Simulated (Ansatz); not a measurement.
# GdO and the effect of the functional

```cif
data_structure
_symmetry_space_group_name_H-M 'F-43m'
_symmetry_Int_Tables_number 216
_cell_length_a 5.4000
_cell_length_b 5.4000
_cell_length_c 5.4000
_cell_angle_alpha 90.000
_cell_angle_beta 90.000
_cell_angle_gamma 90.000
_cell_volume 157.46
loop_
_atom_site_label
_atom_site_type_symbol
_atom_site_symmetry_multiplicity
_atom_site_Wyckoff_symbol
_atom_site_fract_x
_atom_site_fract_y
_atom_site_fract_z
_atom_site_occupancy
Gd1 Gd 4 a 0.00000 0.00000 0.00000 1
O1 O 4 c 0.25000 0.25000 0.25000 1
```

Kept alike: task band structure; k mesh 9 × 9 × 9; occupations fermi-dirac, width 0.05 eV; collinear spin, ferromagnetic start. Program: Ansatz, all-electron LAPW, scalar-relativistic. The mesh is that of the run's cell of 2 atoms. No spin-orbit coupling.

| functional | pressure (GPa) | largest site moment (μB) |
| --- | --- | --- |
| LDA | -7.71 | 6.82 |
| PBE | -0.63 | 7.02 |
| PBEsol | -4.51 | 7.01 |

Pressure is positive in compression. For a metal such a mesh leaves the last digits unconverged. The runs hold the magnetic state that their start led to, which needn't be the lowest. Site moments count inside each atom's sphere or projector.

Question: What does the functional change here?

Answer: The pressure runs from -7.71 (LDA) to -0.63 GPa (PBE). From PBE: LDA -7.08; PBEsol -3.88. A positive pressure means that the functional's own cell is larger than the one given, a negative one that it is smaller. The largest site moment runs from 6.82 (LDA) to 7.02 μB (PBE). From PBE: LDA -0.20; PBEsol -0.01.

All the functionals would contract the given cell, LDA most strongly and PBE only slightly. This is the familiar order of binding strength: LDA overbinds, and gradient corrections weaken the bonding by favouring inhomogeneous densities. PBEsol, with its weaker gradient dependence in exchange, falls between them.

The moment is mainly that of the half-filled Gd 4f shell, whose parallel spins are held by strong intra-atomic exchange and take little part in the Gd–O bonding. In a formally divalent Gd ion the remaining valence electron is expected to enter states of largely 5d character, whose polarization can add to the moment or, if spread between the atoms, escape the site value. The moment doesn't simply follow the pressure: PBEsol almost matches PBE in the former but not in the latter. As the cell is fixed, the lower LDA moment isn't a volume effect; it probably reflects weaker exchange splitting. The pressures don't show whether this zinc-blende arrangement can compete with the rock-salt structure usual for lanthanide monoxides.
